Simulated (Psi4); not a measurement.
## How methods differ on CH3ClOSn (SMILES C[O][Sn][Cl])

The species is CH3ClOSn (7 atoms), meant as a singlet with charge 0. SMILES: `C[O][Sn][Cl]`. The shape was relaxed beforehand at PBE0/def2-TZVP. This is one conformer, not always the lowest.

```tsv
atom	x (Å)	y (Å)	z (Å)
C	0.0258	0.7230	0.1041
O	0.7431	-0.0948	-0.7860
Sn	0.7121	-2.0290	-1.0874
Cl	-0.9347	-2.6189	0.5388
H	-0.5465	1.4658	-0.4614
H	-0.6674	0.1537	0.7319
H	0.7257	1.2579	0.7546
```

Each level gives the HOMO–LUMO gap (eV). The values are calculated.

```
                                                 level                    kind  program  value (eV)  CPU time
   PBE-D4/def2-TZVPP (density fitting, core potential)                     GGA     Psi4        3.49      33 s
r2SCAN-D4/def2-TZVPP (density fitting, core potential)                meta-GGA     Psi4        3.85      80 s
 B3LYP-D4/def2-TZVPP (density fitting, core potential)           global hybrid     Psi4        4.95      32 s
  PBE0-D4/def2-TZVPP (density fitting, core potential)           global hybrid     Psi4        5.36      36 s
  wB97M-V/def2-TZVPP (density fitting, core potential)  range-separated hybrid     Psi4        9.26      80 s
```

The values span 3.49 to 9.26 eV. Orbital gaps aren't excitation energies; they tend to grow with the share of exact exchange. CPU times are rough (shared hosts, several kinds of processor): they show what a rung costs within a factor of a few.

The molecule is a tin(II) stannylene, bent at tin, and its frontier orbitals follow from that. The HOMO is probably the tin lone pair, rich in valence s character, and the LUMO the largely empty tin p orbital perpendicular to the O–Sn–Cl plane. Electronegative oxygen and chlorine stabilise the lone pair by withdrawing σ density, while their own lone pairs donate into the empty p orbital and push it up. Both effects favour a sizeable gap and a closed-shell singlet, and the gap stays open at every level.

The step from PBE0 (5.36 eV) to wB97M-V (9.26 eV) exceeds the whole spread among the other four functionals, probably because full exact exchange at long range brings the orbital gap closer to the difference between ionisation energy and electron affinity. The spread therefore says little about uncertainty in the bonding, and the smaller gaps are no evidence of diradical character. A wide gap also doesn't make the monomer persistent, since the vacant p orbital leaves tin Lewis acidic and open to alkoxide or chloride bridging.
